## How large and how stiff are simple cubic titanium and vanadium?

To shrink simple cubic potassium by one per cent in volume takes about 0.03 GPa, some 300 atmospheres. Zinc in the same structure takes about twenty times as much. Size changes less: a potassium atom fills about 80 Å³, a scandium atom a third of that. These contrasts set the scale for the problem below.

### Question

The table gives the volume per atom and the bulk modulus of metals in the simple cubic structure, in which every atom has six nearest neighbours. The bulk modulus is the pressure needed for a small compression, divided by the fraction of volume lost. The largest site moment measures the surplus of one electron spin over the other near an atom.

Period 4 metals in the simple cubic structure, computed with Ansatz 0.2.0 using the r2SCAN functional, plane waves (cutoff 500 eV), scalar-relativistic PAW and Fermi-Dirac smearing. Volumes and bulk moduli come from equation-of-state calculations, and each element is shown in the lowest-energy state among the magnetic starts tried.

```tsv
element	Z	valence electrons	smearing width	k mesh	volume per atom, r2SCAN (Å³)	bulk modulus, r2SCAN (GPa)	largest site moment, r2SCAN (μB)	magnetic order, r2SCAN
K	19	1	0.1 eV	8×8×8	79.23	2.8	0.00	no spin polarisation
Sc	21	3	0.05 eV	17×17×17	26.32	35.7	0.67	ferromagnetic
Ti	22	4	0.05 eV	19×19×19	?	?	?	?
V	23	5	0.05 eV	21×21×21	?	?	?	?
Cr	24	6	0.05 eV	12×12×12	16.06	55.9	3.18	antiferromagnetic
Zn	30	12	0.1 eV	14×14×14	17.25	58.9	0.00	no spin polarisation
```

(a) Explain why chromium is a poor guide to its neighbours.

(b) Predict the volume and bulk modulus of titanium and vanadium, each with a range.

(c) Say whether vanadium should be smaller and stiffer than chromium, and how the site moments of titanium and vanadium should compare with chromium's.

### Model answer

**What holds these metals together.** Potassium has one loosely held outer electron, so its atoms sit far apart and yield easily. From scandium onwards, electrons also enter the d shell, whose orbitals on neighbouring atoms combine into a band. The lower half of that band is bonding and the upper half antibonding. Filling the lower half pulls the atoms together and stiffens the metal. In zinc the d shell is full, and the outer s and p electrons do most of the binding.

**Why chromium stands apart.** With six valence electrons chromium should be close to the best d bonding, yet it is softer than zinc although its atoms take up less room. It is also an antiferromagnet with a site moment above 3 μB, pointing up on one atom and down on all its neighbours. Electrons that keep their spin on one atom are shared less well with the next, so a large moment weakens the d bond. That would account for both a larger volume and a lower modulus.

A stretched hydrogen molecule shows the principle. In a mean-field description, once the bond is long enough, the spin-up electron leans towards one atom and the spin-down electron towards the other. The farther the atoms are pulled apart, the larger these opposite moments grow and the weaker the bond becomes. The likeness ends there: hydrogen has one orbital per atom and no such moments at its normal bond length, so it cannot tell how large the effect is in chromium.

The calculations show the same response in the metal. Between 0.88 and 1.08 times the equilibrium volume, chromium's site moment grows by 20%, while scandium's grows by only 6%. A moment that is free to adjust lowers the energy of the stretched or squeezed crystal compared with a frozen one. The energy curve is then flatter, and its curvature is what the bulk modulus measures. This argument gives the direction of the effect, not its size. How much the moment changes chromium's volume and modulus in all would take a non-magnetic calculation to tell.

**A rule for the change of structure.** The ordinary forms of these metals already contain the trend in d bonding. A first forecast then needs only an estimate of what the move to simple cubic does to each of them. Rough, recalled values for the ordinary metals are:

| Element | Volume per atom (Å³) | Bulk modulus (GPa) |
|---|---|---|
| K | 75 | 3.1 |
| Sc | 25 | 57 |
| Ti | 18 | 110 |
| V | 14 | 160 |
| Cr | 12 | 160 |
| Zn | 15 | 70 |

Hard balls of fixed size would need 30 to 40% more room in a simple cubic stack than in the usual metal structures. Potassium, scandium and zinc expand by only 5 to 15%. With fewer neighbours to share its electrons, an atom forms shorter and stronger individual bonds, and these win back much of the lost space. The crystal as a whole still ends up less dense and softer.

The simplest assumption is that this change multiplies every volume by one common factor and every modulus by another. Each factor is the plain average of the ratios, simple cubic to ordinary, for potassium, scandium and zinc. Chromium is left out because its large moment adds an effect of a different kind. The averages are 1.09 for the volume and 0.79 for the modulus: about a tenth more room and a fifth less stiffness.

**One estimate in full.** Take the volume of vanadium, which had no part in setting the factor. The three volume ratios are 1.056 for potassium, 1.053 for scandium and 1.15 for zinc, with an average of 1.086. Multiplied by vanadium's ordinary volume of 14 Å³, this gives 15.2 Å³. The other three forecasts follow in the same way.

**How wrong could this be?** Chromium's peculiarity might build up step by step from scandium onwards. To allow for that, let the ratios run in a straight line from scandium's to chromium's. This gradual picture makes titanium and vanadium larger and softer, and it sets the upper end of each volume range and the lower end of each modulus range. The opposite ends lie 7% below the forecast volume and 20% above the forecast modulus, a judgement based on the scatter of the three ratios and the rough inputs.

| Element | Volume forecast (Å³) | Modulus forecast (GPa) |
|---|---|---|
| Ti | 19.6 (18.2 to 20.7) | 87 (59 to 104) |
| V | 15.2 (14.1 to 17.4) | 126 (71 to 152) |

Vanadium should thus be smaller and stiffer than titanium, and also smaller and stiffer than chromium. That it is smaller than chromium is the less certain part, since its volume range reaches above chromium's 16.06 Å³. Both site moments should be below chromium's, because a d shell can carry its largest moment when it is half full, and chromium comes closest to that. Whether they vanish is left open.

### The computed values

The withheld rows as computed:

```tsv
element	Z	valence electrons	smearing width	k mesh	volume per atom, r2SCAN (Å³)	bulk modulus, r2SCAN (GPa)	largest site moment, r2SCAN (μB)	magnetic order, r2SCAN
Ti	22	4	0.05 eV	19×19×19	19.54	71.0	1.27	ferromagnetic
V	23	5	0.05 eV	21×21×21	14.36	148	0.00	non-magnetic
```

All four computed values fall inside their ranges, and vanadium is indeed smaller and stiffer than both titanium and chromium. The forecast for the moments holds too: titanium has a site moment of 1.27 μB and vanadium none, both below chromium's 3.18 μB.

**Titanium: the right size, but too soft.** The volume agrees with the forecast far more closely than inputs of two figures can justify, so the match should not be taken as a measure of the rule's accuracy. The modulus is 71 GPa, 18% below the forecast. Titanium keeps 0.65 of its ordinary stiffness, almost the same share as scandium with 0.63. Potassium and zinc keep more, 0.90 and 0.84, and they pulled the average up. A partly filled d shell alone cannot explain the difference, because vanadium has one too and keeps 0.925. Scandium and titanium are both ferromagnetic in these calculations, whereas vanadium is non-magnetic, so their moments may contribute to the softness. Titanium's moment grows by 17% over the range of volumes in which chromium's grows by 20%, so the softening described for chromium may act there too. The computed pressures do not settle it. A metal normally stiffens as it is compressed, yet on the 19×19×19 k mesh used for the table, titanium's pressure rises by slightly less from 0.92 to 0.88 of the volume, where its moment shrinks fastest, than in the equal step before. On a coarser 13×13×13 mesh the reverse happens: the pressure rises by over a quarter more in that last step, and the moment shrinks least there. Such a small irregularity depends on the mesh and is no evidence for the softening. Scandium's moment hardly responds, which makes this explanation weaker for scandium. No non-magnetic calculations of the two are at hand to test it.

**Vanadium: smaller and stiffer than forecast.** Its volume of 14.4 Å³ is 6% below the forecast, and its modulus of 148 GPa is 17% above. The two misses may be linked. Under compression a typical metal stiffens by about four per cent for every per cent of volume it loses, so a volume error of this size could bring a modulus error of roughly the size seen. This is no general rule for such forecasts, since for scandium and zinc the volume and the modulus miss in the same direction. If the link holds for vanadium, what needs explaining is mainly why it expands so little.

Part of the answer may be the rough ordinary volume, where rounding to 14 Å³ alone allows an error of nearly 4%. The rest may come from the d band. Its shape depends on the structure, so the price of a simple cubic arrangement should change with the number of d electrons, and vanadium's count may happen to suit it. That last step is a guess, since no band energies were compared.

### Remarks on the reasoning

**Vanadium decides between the two pictures.** If chromium's peculiarity built up evenly, vanadium would have a volume of 17.4 Å³ and a modulus of 71 GPa. The computed modulus is about twice that, and the volume is far smaller. Titanium cannot decide: its modulus lies about midway between the two forecasts, and its two volume forecasts differ by only about 6%, less than the spread of the three ratios. The jump in behaviour therefore comes between vanadium and chromium.

**A late jump suits a magnetic cause.** In a metal, a moment forms only when the energy gained by aligning spins exceeds the cost of moving electrons to higher levels. This balance can tip within one step along the row, whereas the d bond itself changes more evenly. From scandium to chromium the computed site moments are 0.67, 1.27, 0.00 and 3.18 μB. They do not build up evenly either, and their large jump falls on the same step as the change in size and stiffness. The common factor misses chromium badly: the computed volume is 23% above the rule and the modulus 56% below it. That is the expected direction for a large moment, but the comparison does not separate the moment from other features of chromium in this structure.

**Chromium's anomaly may be exaggerated.** The functional used here, r2SCAN, tends to make moments in metals too large, which would also overstate the expansion and softening. For the four metals from scandium to chromium, moreover, the electronic solution was not tested for stability, so a lower state is not ruled out. This matters most for vanadium: its calculation began ferromagnetic and lost its moment, and whether an antiferromagnetic start was tried as well cannot be checked. The ratios themselves set calculations without thermal motion against rough values for real metals. They therefore contain some effect of temperature as well as the change of structure, and some error of the functional and of the PAW datasets, which were made for a different functional, PBE.

**What can be carried over.** For a first guess at the simple cubic form of a period 4 metal without a large moment, start from the ordinary form, add about a tenth to the volume and take about a fifth off the modulus. With the factors 1.086 and 0.79, the computed volume of five of the six metals here lies within 6% of the estimate and the computed modulus within 21% of it. Three of the five were used to set the factors, however, and two of those three have no open d shell, so the basis is thin. The exception is chromium, so the first thing to ask about a neighbouring element is whether it carries a large moment in the simple cubic form. The ordinary metal does not settle this: ordinary titanium has no magnetic order, yet its simple cubic form has a moment here. None of these metals is simple cubic under ordinary conditions, and the mechanical stability of the structure was not tested.
